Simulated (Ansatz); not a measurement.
## Ta: energy above lowest point against volume scale

Results calculated with Ansatz 0.2.0, not measured. Free energy against uniform scaling of the volume at fixed shape and fractions; periodic cell, basis, potentials, k mesh and filling as listed.

The cell before it is scaled or strained (space group P6_3/mmc, No. 194):
```
CELL_PARAMETERS angstrom
2.90040 0.00000 0.00000
-1.45020 2.51180 0.00000
0.00000 0.00000 5.16630
ATOMIC_POSITIONS crystal
Ta 0.66667 0.33333 0.75000
Ta 0.33333 0.66667 0.25000
```

Settings of every row: functional PBEsol; dispersion none; potentials all-electron LAPW; k mesh 11x11x6; k shift 0x0x0; occupations cold; smearing width 0.1 eV; spin none.

Limits: coarse k mesh, up to 40 meV an atom off; no spin-orbit coupling, which can matter with elements this heavy; the cell comes from a prototype or a list of computed structures and needn't be the stable phase.

```csv
row,volume scale,V (Å³/atom),energy above lowest point (meV/atom)
1,0.94,17.69,6.5
2,0.96,18.066,0
3,0.98,18.442,3.5
4,1,18.819,16.2
5,1.02,19.195,37.1
6,1.04,19.572,?
7,1.06,19.948,100.7
```

Question: what energy above lowest point should row 6 give?

Worked fit of energy above lowest point. Take u = (V_r/V)^(2/3) − 1 with V_r = 18.63 Å³ an atom, which is twice the finite (Eulerian) strain; such expansions in the strain, on which the Birch-Murnaghan equation of state is built, carry the rest volume and the bulk modulus. The shown rows have u = 0.03512, 0.02071, 0.00678, -0.00671, -0.01972, -0.04455. Least squares give energy above lowest point = 8.75 − 941.7 × u + 25081 × u² − 2463 × u³ meV/atom; a parabola predicts inner rows, each left out in turn, worse (root mean square 0.05 against 0.027 meV/atom). All shown rows lie on it to the printed digit. Its lowest point lies at u = 0.0188, or V = 18.12 Å³ an atom, and the curvature there gives the bulk modulus at fixed shape and fractions, B = (4/9)(1 + u)² E″(u)/V = 204 GPa. Letting shape and atoms relax would as a rule lower it, by much in layered, chain or molecular crystals. The withheld row has u = -0.03235, so the fit gives 8.75 − 941.7 × (-0.03235) + 25081 × (-0.03235)² − 2463 × (-0.03235)³ = 65.5 meV/atom.

The calculation gave 65.5 meV/atom. The fit meets it to the printed digit.
